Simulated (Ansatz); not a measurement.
Calibrating wB97X-V/def2-TZVPP on molecular compounds of Ti

The vertical ionisation energy (cation less neutral) in eV of 7 molecular compounds of Ti: x at wB97X-V/def2-TZVPP, y at CCSD(T)/def2-TZVPP. Shapes, held fixed at every level: PBE0-D4/def2-TZVP. Flexible molecules stand in one conformer, not always the lowest. Programs: Ansatz 0.2.0.

| molecule | x (eV) | y (eV) |
| --- | --- | --- |
| C2H8ClNO2Ti (SMILES C[NH][Ti]([OH])([Cl])[O]C) | 8.88 | 8.84 |
| Se(CH3)(TiCl3) | 9.24 | 9.19 |
| CH4Cl2OSTi (SMILES C[S][Ti]([OH])([Cl])[Cl]) | 9.35 | 9.28 |
| Ti(OH)3I | 9.47 | 9.38 |
| CH3ClF2STi (SMILES C[S][Ti]([F])([F])[Cl]) | 9.85 | ? |
| Ti(NH2)(OH)2Cl | 10.04 | 9.92 |
| C2H2F6OTi (SMILES FC(F)(F)C[O][Ti]([F])([F])[F]) | 12.19 | 12.30 |

Question: Fit y = c + s·x to the known rows and predict y for CH3ClF2STi.

Answer: 
1. Means of the 6 rows: x = 9.8617, y = 9.818.
2. Σ(Δx)² = 7.2183, Σ(Δx·Δy) = 7.5944, so the slope is 7.5944/7.2183 = 1.0521.
3. Intercept: 9.818 − (1.0521) × 9.8617 = -0.557. The largest residual of the fit is 0.086.
4. CH3ClF2STi: -0.557 + 1.0521 × 9.85 = 9.81 eV.

CCSD(T)/def2-TZVPP gives 9.83 eV, so the prediction is off by -0.02 eV, within the largest residual. Uncorrected, wB97X-V/def2-TZVPP misses it by +0.02 eV, and the other rows by 0.08 on average. The line makes this one worse. C2H2F6OTi lies far out in x and weighs most in the slope. Left out in turn, the other rows are missed by 0.11 eV on average, worse than no correction. Cations run unrestricted. For atoms past krypton def2 sets carry core potentials with scalar relativity. Relativity is left out for Se. Outer-core shells of I, Se, Ti are correlated, in sets that cover them unevenly.

The spread in ionisation energy mainly follows the ligands. These are formally d⁰ Ti(IV) compounds, so the electron probably leaves a ligand lone pair rather than a metal d orbital. Amide, thiolate, selenolate and iodide donors hold such electrons loosely, whereas C2H2F6OTi has only oxygen and fluorine donors, further stabilised by the electron-withdrawing CF3 group, and lies highest.

wB97X-V lies slightly above CCSD(T) for every compound except C2H2F6OTi, where it falls below, possibly because the two methods balance hole localisation and relaxation differently there. Among the other fitted rows the excess grows with x, which alone would give a slope below one; the fitted slope of 1.0521 therefore reflects the sign change at C2H2F6OTi, not a general scaling error. CH3ClF2STi breaks that pattern too, with an excess of only 0.02 eV. The data support close agreement between the methods, but not a transferable linear correction. Agreement with experiment is a separate matter, particularly for Ti(OH)3I, where spin-orbit coupling can split iodine lone-pair ionisations.
